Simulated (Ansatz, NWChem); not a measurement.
## A ladder of methods for CH2FNOSn (SMILES O=C=[N][SnH2][F])

The species is CH2FNOSn (7 atoms), meant as a singlet with charge 0. SMILES: `O=C=[N][SnH2][F]`. Geometry: relaxed at PBE0-D4/def2-TZVP. This is one conformer, not always the lowest.

Each level gives the electronic atomisation energy (eV). The values are calculated. Electronic energies at fixed atoms, without zero-point motion or spin-orbit coupling.

```
                            level                    kind  program  value (eV)  less CCSD(T)/def2-SVP  CPU time (all runs)
  SVWN5/def2-SVP (core potential)                     LDA   Ansatz       32.88                  +7.51                  7 s
   BLYP/def2-SVP (core potential)                     GGA   Ansatz       27.70                  +2.33                 12 s
 revPBE/def2-SVP (core potential)                     GGA   Ansatz       27.29                  +1.92                 11 s
 M06-2X/def2-SVP (core potential)         hybrid meta-GGA   NWChem       27.06                  +1.69                 40 s
  HSE06/def2-SVP (core potential)  range-separated hybrid   Ansatz       27.24                  +1.87                 15 s
wB97M-V/def2-SVP (core potential)  range-separated hybrid   Ansatz       27.62                  +2.25              1.8 min
CCSD(T)/def2-SVP (core potential)   coupled cluster or CI   NWChem       25.37                   0.00              3.3 min
   CCSD/def2-SVP (core potential)   coupled cluster or CI   Ansatz       24.83                  -0.54                 36 s
```

Differences are taken from CCSD(T)/def2-SVP (core potential) for orientation; it has basis-set and higher-order errors of its own. Correlated wave functions underbind in double-zeta sets. The values span 24.83 to 32.88 eV. In the correlated wave-function rows the outer d shell of Sn is correlated, in sets not made for it. Times are those of the runs behind each value, whatever else they computed, on shared processors of several kinds: orders of magnitude only.

The local density approximation stands apart at 32.88 eV, while the gradient-corrected, hybrid and meta-hybrid functionals all fall between 27.06 and 27.70 eV. This is the familiar LDA overbinding: its exchange-correlation error is larger in the free atoms than in the molecule, and gradient corrections remove much of the imbalance by stabilising the more inhomogeneous atomic densities. Exact exchange brings no further systematic shift here, since revPBE lies between HSE06 and wB97M-V.

Perturbative triples add 0.54 eV to the CCSD value, in keeping with the multiply bonded isocyanate group, where electron pairs crowded into adjacent π bonds correlate more strongly than in the separated atoms. The remaining offset between the functionals beyond LDA and CCSD(T) probably owes more to correlation missing from the small-basis reference than to overbinding by those functionals, so closeness to that reference is no measure of their accuracy. Nor does a total atomisation energy reveal the strength of the Sn–N or Sn–F bond, which would need the energies of the corresponding fragments.
